In the potentiostatic intermittent titration technique (PITT) an insertion electrode at equilibrium receives a small potential step $\Delta E$, and the current is recorded until the new equilibrium is reached. For palladium charged with hydrogen the reaction is $\mathrm{H^+ + e^- \rightarrow H}$ (dissolved in Pd). The transient looks like a diffusion measurement, but the hydrogen must first pass a series resistance. One dimensionless number $B$ decides whether the decay rate reports the diffusion coefficient, the resistance, or a mixture of both.

\section*{Model and conventions}

The coordinate $y$ runs from a blocking plane at $y=0$ to the electrolyte face at $y=L$. For a film on an impermeable substrate $L$ is the thickness and $S$ the exposed area. For a foil charged equally from both faces the mid-plane carries no flux, so $L$ is half the thickness and $S$ counts both faces. Absorption is cathodic; $I$, $Q$ and $\Delta E$ denote magnitudes. $F$ is the Faraday constant, $D$ the chemical diffusion coefficient, $c$ the hydrogen concentration, and $R$ the sum of the charge-transfer resistance and the uncompensated electrolyte resistance, so that $RS$ is an area-specific resistance in $\Omega\,\mathrm{cm^2}$. The step is small enough that $D$, $R$ and the slope $dE/dc<0$ of the equilibrium potential are constant.

Let $c_\infty$ be the concentration in equilibrium with the new potential and $u=c_\infty-c$ the deficit, uniform and equal to $\Delta c=\Delta E/(-dE/dc)$ at $t=0$. The voltage left across $R$ is $(-dE/dc)\,u(L,t)$, and the current it drives equals $FS$ times the hydrogen flux into the metal:
\begin{equation}
\frac{\partial u}{\partial t}=D\frac{\partial^2u}{\partial y^2},\qquad
\left.\frac{\partial u}{\partial y}\right|_{0}=0,\qquad
-D\left.\frac{\partial u}{\partial y}\right|_{L}=k\,u(L,t),\qquad
k=\frac{-dE/dc}{F\,RS}.
\label{eq:model}
\end{equation}
The velocity $k$ plays the part of the surface rate constant in the Deal--Grove oxidation model, and
\begin{equation}
B=\frac{kL}{D}=\frac{L\,(-dE/dc)}{F D\,RS}
\label{eq:B}
\end{equation}
is the mass-transfer analogue of the Biot number.

The modes $\cos(\lambda_n y/L)\exp(-\lambda_n^2Dt/L^2)$ satisfy the first two conditions, and the third requires
\begin{equation}
\lambda_n\tan\lambda_n=B,\qquad (n-1)\pi<\lambda_n<(n-\tfrac12)\pi,\qquad n=1,2,\dots
\label{eq:roots}
\end{equation}
Equation~\eqref{eq:roots} gives $\sin\lambda_n\cos\lambda_n=B\lambda_n/(\lambda_n^2+B^2)$, so the norm of a mode is $\int_0^L\cos^2(\lambda_ny/L)\,dy=(L/2)(\lambda_n^2+B^2+B)/(\lambda_n^2+B^2)$. The projection of the uniform initial state is $\Delta c\,L\sin\lambda_n/\lambda_n$. Dividing the projection by the norm and multiplying by $\cos\lambda_n$ gives the weight of each mode at the surface,
\begin{equation}
u(L,t)=\Delta c\sum_n A_n e^{-\lambda_n^2Dt/L^2},\qquad A_n=\frac{2B}{\lambda_n^2+B^2+B},\qquad \sum_nA_n=1 .
\label{eq:weights}
\end{equation}
With $I=FSk\,u(L,t)$, $k=BD/L$ and the total charge $Q=FSL\,\Delta c$,
\begin{equation}
I(t)=\frac{2QD}{L^2}\sum_{n=1}^{\infty}\frac{B^2\,e^{-\lambda_n^2Dt/L^2}}{\lambda_n^2+B^2+B},
\qquad I(0)=\frac{QDB}{L^2}=\frac{\Delta E}{R}.
\label{eq:I}
\end{equation}

The same problem is an open-ended distributed $RC$ line driven through a contact resistance. The line has total capacitance and total resistance
\begin{equation}
C=\frac{Q}{\Delta E}=\frac{FSL}{-dE/dc},\qquad R_d=\frac{L\,(-dE/dc)}{FDS},
\end{equation}
so that $B=R_d/R$, the diffusion time is $\tau_d=L^2/D=R_dC$, and $RC=\tau_d/B$.

\section*{Limits}

At long times the first mode survives and $-d\ln I/dt=1/\tau_1$ with $\tau_1=\tau_d/\lambda_1^2$. For small $B$, inverting $\lambda\tan\lambda=\lambda^2+\lambda^4/3+\dots$ gives $\lambda_1^2=B-B^2/3+\dots$ For large $B$, setting $\lambda_1=\pi/2-\delta$ gives $\delta\approx\pi/(2B)$. Hence
\begin{equation}
\tau_1\approx RC+\frac{\tau_d}{3}\quad(B\ll1),\qquad
\tau_1\approx\frac{4\tau_d}{\pi^2}+\frac{8}{\pi^2}RC\quad(B\gg1).
\label{eq:limits}
\end{equation}
The leading slopes are $BD/L^2=1/(RC)$, from which $D$ cancels because $B\propto1/D$, and $\pi^2D/(4L^2)$.

At times short against $\tau_d$ the back plane is not felt, and the semi-infinite solution of Eq.~\eqref{eq:model} gives
\begin{equation}
I(t)=\frac{\Delta E}{R}\,e^{z^2}\operatorname{erfc}z,\qquad z^2=\frac{B^2t}{\tau_d}=\frac{k^2t}{D}.
\label{eq:short}
\end{equation}
For $z\gg1$, $e^{z^2}\operatorname{erfc}z\approx(1-1/2z^2)/(z\sqrt\pi)$, whose leading term is the Cottrell law $I=(Q/L)\sqrt{D/(\pi t)}$. At $z^2=10$ the current has reached 0.956 of the Cottrell value. For $B\to\infty$ the back plane has lowered it to 0.963 of that value at $t=0.25\,\tau_d$. Cottrell behaviour within about 5\% therefore occupies the window $10\,\tau_d/B^2<t<0.25\,\tau_d$, which exists only for $B>\sqrt{40}=6.3$.

Two quantities measure how far a long-time slope can be trusted. If the slope is read with the large-$B$ formula, the apparent coefficient is $D_{\rm app}/D=4\lambda_1^2/\pi^2$. The logarithmic sensitivity of the slope to $D$ at fixed $R$, $C$ and $L$ follows from $\lambda\,dB/d\lambda=\lambda^2+B^2+B$ and $B\propto1/D$:
\begin{equation}
s=\frac{\partial\ln(1/\tau_1)}{\partial\ln D}=1-2\,\frac{d\ln\lambda_1}{d\ln B}=1-A_1 .
\label{eq:s}
\end{equation}
By Eq.~\eqref{eq:weights}, $s$ is also the share of the initial current carried by the higher modes. A transient that is one exponential from the start holds no information on $D$.

\section*{Inputs for dilute Pd--H}

All cases use $T=298.15$~K, where the thermal voltage is $V_T=k_BT/e=25.7$~mV. The composition is $x=\mathrm{H/Pd}=0.005$, inside the dilute $\alpha$ phase, which at room temperature ends at approximately $x=0.015$. With the approximate molar density $0.113\ \mathrm{mol/cm^3}$ of Pd, $c=5.65\times10^{-4}\ \mathrm{mol/cm^3}$. In the ideal dilute limit the hydrogen activity is proportional to $c$, so $E=\mathrm{const}-V_T\ln c$ and
\begin{equation}
-\frac{dE}{dc}=\frac{V_T}{c}=45.5\ \mathrm{V\,cm^3/mol}.
\end{equation}
A typical room-temperature diffusion coefficient is $D=4\times10^{-7}\ \mathrm{cm^2/s}$. The line then has a resistivity $R_dS/L=1.18\times10^{3}\ \Omega\,\mathrm{cm}$ and a capacitance per volume $C/(SL)=2.12\times10^{3}\ \mathrm{F/cm^3}$. Two values of $RS$ are assumed for illustration, 10 and $1\ \Omega\,\mathrm{cm^2}$. If all of $R$ were charge transfer, they would correspond to exchange current densities $V_T/(RS)$ of 2.6 and $26\ \mathrm{mA/cm^2}$; they give $k=4.7\times10^{-5}$ and $4.7\times10^{-4}$~cm/s. The crossover $B=1$ falls at $L=85~\mu$m and $8.5~\mu$m, in the range of ordinary foils.

\section*{Five electrodes}

Case 1 is a 100~nm film on a blocking substrate. Cases 2 to 5 are charged from both faces: a $10~\mu$m foil, a $100~\mu$m foil with each of the two resistances, and a 1~mm sheet. The entries are computed from the unrounded chain of inputs; the third figure serves to compare entries with one another.

\begin{center}
\begin{tabular}{cccccccccc}
\hline
case & $L$ ($\mu$m) & $RS$ ($\Omega\,$cm$^2$) & $B$ & $\lambda_1$ & $\tau_d$ (s) & $RC$ (s) & $\tau_1$ (s) & $D_{\rm app}/D$ & $s$\\
\hline
1 & 0.1 & 10 & $1.18\times10^{-3}$ & 0.0343 & $2.5\times10^{-4}$ & 0.212 & 0.212 & $4.8\times10^{-4}$ & $3.9\times10^{-4}$\\
2 & 5 & 10 & 0.0589 & 0.240 & 0.625 & 10.6 & 10.8 & 0.023 & 0.019\\
3 & 50 & 10 & 0.589 & 0.700 & 62.5 & 106 & 128 & 0.20 & 0.17\\
4 & 50 & 1 & 5.89 & 1.346 & 62.5 & 10.6 & 34.5 & 0.73 & 0.72\\
5 & 500 & 1 & 58.9 & 1.545 & 6250 & 106 & 2620 & 0.97 & 0.97\\
\hline
\end{tabular}
\end{center}

\section*{Reading the trend}

\emph{Thickness.} The time $RC$ is linear in $L$ and $\tau_d$ is quadratic, and $B$ is their ratio. From case 1 to case 2 the length grows by a factor of 50 and $\tau_1$ by 51, the linear law of a lumped capacitor. From case 2 to case 3 a factor of 10 in $L$ gives 11.8, and from case 4 to case 5 it gives 76, on the way to the quadratic limit of 100. A thickness series at fixed surface preparation is thus a direct test of the regime, in the same way that linear and parabolic oxide growth are told apart.

\emph{Resistance.} Cases 3 and 4 are the same metal. Lowering $R$ tenfold shortens $\tau_1$ by a factor of only 3.70, because $\lambda_1$ cannot exceed $\pi/2$ and $\tau_1$ cannot fall below $4\tau_d/\pi^2=25.3$~s. Equation~\eqref{eq:limits} gives 127~s for case 3 from the small-$B$ form and 33.9~s for case 4 from the large-$B$ form, against 128 and 34.5~s from the root, so the two-term forms remain useful well into the mixed regime. Cases 2 and 4 share $RC$ and differ in $\tau_1$ only through $\tau_d$.

\emph{Apparent diffusion coefficient.} Since $\lambda_1<\pi/2$ for every finite $B$, the large-$B$ reading always underestimates $D$. For small $B$ it returns $D_{\rm app}\approx4kL/\pi^2$, a surface property multiplied by the thickness. A coefficient that rises in proportion to film thickness across a sample series is the signature of this regime. With $R$ and $C$ known exactly, a 1\% uncertainty in the slope becomes $1/s$ per cent in $D$ to linear order: 5.8\% in case 3 and 52\% in case 2.

\emph{Cottrell window.} The lower edge $10\,\tau_d/B^2=10D/k^2$ does not depend on $L$. It is 18~s for $RS=1\ \Omega\,\mathrm{cm^2}$ and $1.8\times10^3$~s for $10\ \Omega\,\mathrm{cm^2}$. Case 5 has a window from 18~s to $1.6\times10^3$~s, nearly two decades. Case 4 has none, since its upper edge is 15.6~s, and cases 1 to 3 are further from one. In cases 3 and 4 the early current follows the full Eq.~\eqref{eq:short}, and a straight line of $I$ against $t^{-1/2}$ forced through the origin has no basis.

\emph{Start of the single exponential.} In case 3 the second root is $\lambda_2=3.317$, and the weights are $A_1=0.826$ and $A_2=0.0987$. The second mode drops to 1\% of the first when $(\lambda_2^2-\lambda_1^2)\,t/\tau_d=\ln(100A_2/A_1)$, at $t=0.236\,\tau_d=15$~s. For $B\to\infty$ the two weights become equal, the gap is $2\pi^2$, and the time is $0.233\,\tau_d$. The larger gap offsets the larger weight, and a slope fit begun at a quarter of $\tau_d$ serves both.

\emph{Composition.} The slope $V_T/c$ makes $B\propto1/c$. At $x=0.001$ and unchanged $R$, case 3 moves to $B=2.95$ and $D_{\rm app}/D=0.57$, a factor of 2.9 above its value at $x=0.005$. A titration analysed with the large-$B$ formula would report a coefficient that falls with hydrogen content although $D$ was held constant.

\section*{Extracting the parameters}

One transient fixes three numbers. The initial current gives $R=\Delta E/I(0)$ and the integral gives $C=Q/\Delta E$; for case 3 with $\Delta E=2$~mV these are $I(0)/S=0.20\ \mathrm{mA/cm^2}$ and $Q/S=21.2\ \mathrm{mC/cm^2}$. The third number comes from the slope through Eq.~\eqref{eq:roots}, written as $\tan\lambda_1/\lambda_1=\tau_1/(RC)$, or from the first moment. The line impedance in the Laplace variable $p$ is $Z=R+R_d\coth(\sqrt{p\tau_d})/\sqrt{p\tau_d}$, which tends to $1/(pC)+R+R_d/3$ at small $p$. The transform of the current, $\Delta E/(pZ)$, then starts as $Q[1-p\,C(R+R_d/3)]$, so that for every $B$
\begin{equation}
\frac{1}{Q}\int_0^\infty t\,I(t)\,dt=RC+\frac{\tau_d}{3}.
\end{equation}
Subtracting $RC$ leaves $\tau_d/3$, a share $B/(3+B)$ of the moment, so the diffusion time is three times this remainder.

\section*{Size of the neglected terms}

A 2~mV step multiplies $c$ by $e^{\Delta E/V_T}=1.08$, so $dE/dc$ varies by about $\pm4\%$ around its mid-step value.

Dissolved hydrogen atoms in Pd attract one another. An excess chemical potential $Wx$ with $W$ of approximately $-40$~kJ/mol gives a thermodynamic factor $\Gamma\approx1+Wx/(FV_T)=0.92$. It multiplies $-dE/dc$. It also multiplies the chemical coefficient, $D=\Gamma D^*$, where $D^*$ is defined by the flux $-(D^*c/FV_T)\,\partial\mu/\partial y$ with $\mu$ the molar chemical potential of hydrogen. At given $D^*$ the factor cancels from $B$, $\lambda_n$, $D_{\rm app}/D$ and $s$, and all times lengthen by $1/\Gamma$. Part of $W$ is elastic and depends on whether the metal expands freely or is clamped to a substrate. Steps that enter the $\alpha$--$\beta$ two-phase range lie outside the model, because there a moving phase boundary replaces single-phase diffusion.

Surface storage matters for the thin film. An adsorbed hydrogen layer of typically $210\ \mu\mathrm{C/cm^2}$ spread over approximately 0.2~V acts as $1.05\ \mathrm{mF/cm^2}$, which is 5\% of the insertion capacitance $21.2\ \mathrm{mF/cm^2}$ of case 1. If that capacitance is active at the working potential, it adds up to 10.5~ms to the decay time, against the diffusion term $\tau_d/3=0.083$~ms. A typical double layer of $0.03\ \mathrm{mF/cm^2}$ charges through at most the same resistance, in up to 0.3~ms, which also exceeds that term. Case 1 therefore measures $R$ and $C$ only. In case 2 the diffusion term is 0.208~s and the adsorption time is 5\% of it, and in the thicker foils both surface terms are negligible. A determination of $D$ in Pd from the decay rate with $s>0.7$ needs $B$ of about 6, which at $x=0.005$ and $RS=1\ \Omega\,\mathrm{cm^2}$ is the $100~\mu$m foil of case 4.